Lecturer: Your half width of 59 meV for the magnon of the 8-monolayer Co film on Cu(001) is wrong. Take me through it anyway, so that we can find the line.

Student: I doubt it is wrong, but here it is. Everything is per Co atom at T = 0, without spin-orbit coupling, for the acoustic mode that is uniform across the layers. The Kohn-Sham spin-flip response is

χ0(q,z) = Σ_k (f↑(k) − f↓(k+q)) / (ε↓(k+q) − ε↑(k) − z), z = ħω + iη,

with the sum normalised per atom, and the static kernel gives χ = χ0/(1 − Kχ0). All bands are split rigidly by Δ, so χ0(0,0) = m_s/Δ, and the Goldstone condition fixes K = Δ/m_s. I take the typical inputs Δ = 1.8 eV and m_s = n↑ − n↓ = 1.7, so K = 1.06 eV.

Lecturer: And the bands?

Student: Two channels. The narrow d bands are lumped into one pole, m_d/(Δ + Dq² − z), with a typical D = 400 meV Å². Each layer adds one two-dimensional free-electron band, a = ħ²/2mₑ = 3.81 eV Å², with assumed Fermi energies E↑ = 5.0 eV and E↓ = 3.2 eV. The approximate Cu lattice constant 3.61 Å gives a cell area A = 6.516 Å², a density of states per spin N0 = A/(4πa) = 0.1361 eV⁻¹, a band moment N0Δ = 0.245 and m_d = 1.455. The integral over each Fermi disc is elementary:

χ_band = (N0/(2aq²)) { [x↑ − √(x↑² − B↑²)] − [x↓ − √(x↓² − B↓²)] },

with x↑ = Δ + aq² − z, x↓ = Δ − aq² − z, B_σ² = 4aq²E_σ, on the branch where the root tends to x at large |x|.

Lecturer: Fine so far. The width?

Student: Near the root of 1 = K Re χ0, write χ0′ = d Re χ0/d(ħω). Then 1 − Kχ0 ≈ −K[χ0′(ħω − ħω_q) + i Im χ0], and with χ0 ≈ 1/K in the numerator

Im χ ≈ (1/(K²χ0′)) Γ/((ħω − ħω_q)² + Γ²), Γ = Im χ0/|χ0′|.

I kept η = 50 meV, which I need on my 200 × 200 mesh. At q = 0.50 Å⁻¹ and ħω = Dq² = 100 meV the closed form gives Im χ0 = 0.0264 eV⁻¹ and χ0′ = 0.449 eV⁻². So the Stoner density of states is N_S = Im χ0/π = 8.4 × 10⁻³ eV⁻¹, Γ = 59 meV, and the intensity lifetime ħ/(2Γ) is 5.6 fs. With this η the root of the real part lies at 106 meV, and the ratio there is still 59 meV.

Lecturer: That is the wrong answer in full. Run the same recipe at q = 0.15 Å⁻¹.

Student: I did, and got 50 meV.

Lecturer: Where does the continuum start at that q?

Student: The cheapest pair has k = −k↑ along q, so the edge is Δ + aq² − B↑ = 0.58 eV. The edge comes down to zero only at q0 = k↑ − k↓ = 1.146 − 0.916 Å⁻¹, or 0.229 Å⁻¹ from the unrounded values.

Lecturer: And for η → 0 the magnon root there is at 7.3 meV. No electron-hole pair has that energy and momentum, so the mode cannot decay into one, yet you give it a width equal to your η. Then take q = 0. There χ0 = m_s/(Δ − z), so χ = −m_s/z exactly and Im χ = m_s η/((ħω)² + η²). The Goldstone mode has half width η. Finally halve η at q = 0.50 Å⁻¹.

Student: With η = 25 meV I get 34 meV. The slope of Γ against η is 1.0, and the intercept is near 9 meV. But η is not unphysical. Quasiparticles have finite lifetimes, and I am putting that in.

Lecturer: Not consistently. Without spin-orbit coupling the total spin-lowering operator commutes with the Hamiltonian, so uniform precession cannot decay, whatever the lifetimes of the electron and the hole. A spin-conserving self-energy comes with vertex corrections that cancel its width at q = 0. A constant η under a static kernel has the first part and lacks the second.

Student: Then which line fails? The Lorentzian formula looks right.

Lecturer: It is right. The faulty line is N_S = Im χ0(q, ħω + iη)/π. The Stoner density of states is the limit η → 0⁺ of that expression. χ0 is analytic in z, so the Cauchy-Riemann relations give, to first order in η,

Im χ0(ħω + iη) = πN_S + η χ0′, hence Γ(η) = Γ + η for χ0′ > 0.

Said differently, χ depends on ω and η only through z. Its pole sits a distance Γ below the real axis, and you scanned along a line a distance η above it. Of your 8.4 × 10⁻³ eV⁻¹, the Lorentzian tail of the d pole near Δ supplies η m_d/(πΔ²) = 7.1 × 10⁻³ eV⁻¹.

Student: Then mend it.

Lecturer: You do it, with η → 0⁺.

Student: At q = 0.50 Å⁻¹, aq² = 0.9525 eV and |x_σ| < B_σ for both spins. Each root becomes −iS_σ with S_σ = √(B_σ² − x_σ²). The real part is N0(x↑ − x↓)/(2aq²) = N0, a constant. The root condition m_d/(Δ + Dq² − ħω) + N0 = m_s/Δ then gives ħω_q = Dq² = 100 meV exactly, and χ0′ = m_d/Δ² = 0.449 eV⁻². Since E↑ − E↓ = Δ, S↑² − S↓² = 4aq²ħω, so

Im χ0 = 2N0ħω/(S↑ + S↓).

With x↑ = 2.6525 eV, x↓ = 0.7475 eV, B↑² = 19.05 eV² and B↓² = 12.192 eV², I find S↑ = 3.466 eV and S↓ = 3.411 eV. So Im χ0 = 3.96 × 10⁻³ eV⁻¹, N_S = 1.26 × 10⁻³ eV⁻¹, Γ = 8.8 meV and a lifetime of 37 fs.

Lecturer: Your width exceeded the exact η → 0 value of the model by η itself, 50 meV, a factor of 6.7, and your lifetime was short by the same factor. At q = 0.15 Å⁻¹ all of the 50 meV was artefact, and the width of the model is zero.

Student: The short formula Γ ≈ πΔ²N_S/m_s gives 7.5 meV, not 8.8.

Lecturer: It takes the slope from q = 0, where χ0′ = m_s/Δ² for ħω ≪ Δ. Inside the continuum the real part of your band term is flat, so only m_d contributes to the slope, and the short formula is 14 % low. The Lorentzian itself neglects the slope of Im χ0. Since Im χ0 is nearly proportional to ω, that alters the width by the relative amount (Γ/ħω_q)², 0.8 %. Two figures are safe within the model.

Student: So in a real calculation I just subtract η?

Lecturer: Only where N_S is smooth over a range η around the root, as it is here. Near q0 the square-root edge lies within η of the magnon, the first-order expansion fails, and the onset of damping is smeared out. Nor can you simply shrink η on a fixed mesh. The pair energy changes by 2aq Δk per mesh step along q. For q along [110], the in-plane spacing 2.553 Å and 200 points give Δk = 0.0123 Å⁻¹ and steps of 47 meV, which is why you needed 50 meV. Steps of 5 meV take about 1.9 × 10³ points along q. Converge the mesh at several η and extrapolate, or integrate the delta function by triangles or tetrahedra and get Re χ0 from Kramers-Kronig. Always look at q = 0.

Student: One last objection. Magnons in such films are known to be broad, and 59 meV looked plausible.

Lecturer: You could have made it any number by choosing η, so its plausibility tests nothing. The mended figure is not the width of the real film either. The energy of 100 meV is your input. The 8.8 meV lies below the real width, by a factor of order two and not by tens of per cent, since a single d pole leaves out low-energy pairs among the d states. The strict zero below q0 also belongs to the model: real sp states are split by far less than Δ, and states hybridised with the unsplit Cu bands supply Stoner pairs at small q, so the real film is weakly damped there too. Where N_S does vanish at the root, the Landau width vanishes, and what is left comes from spin-orbit coupling, disorder and magnon-magnon scattering, none of which is in your χ0.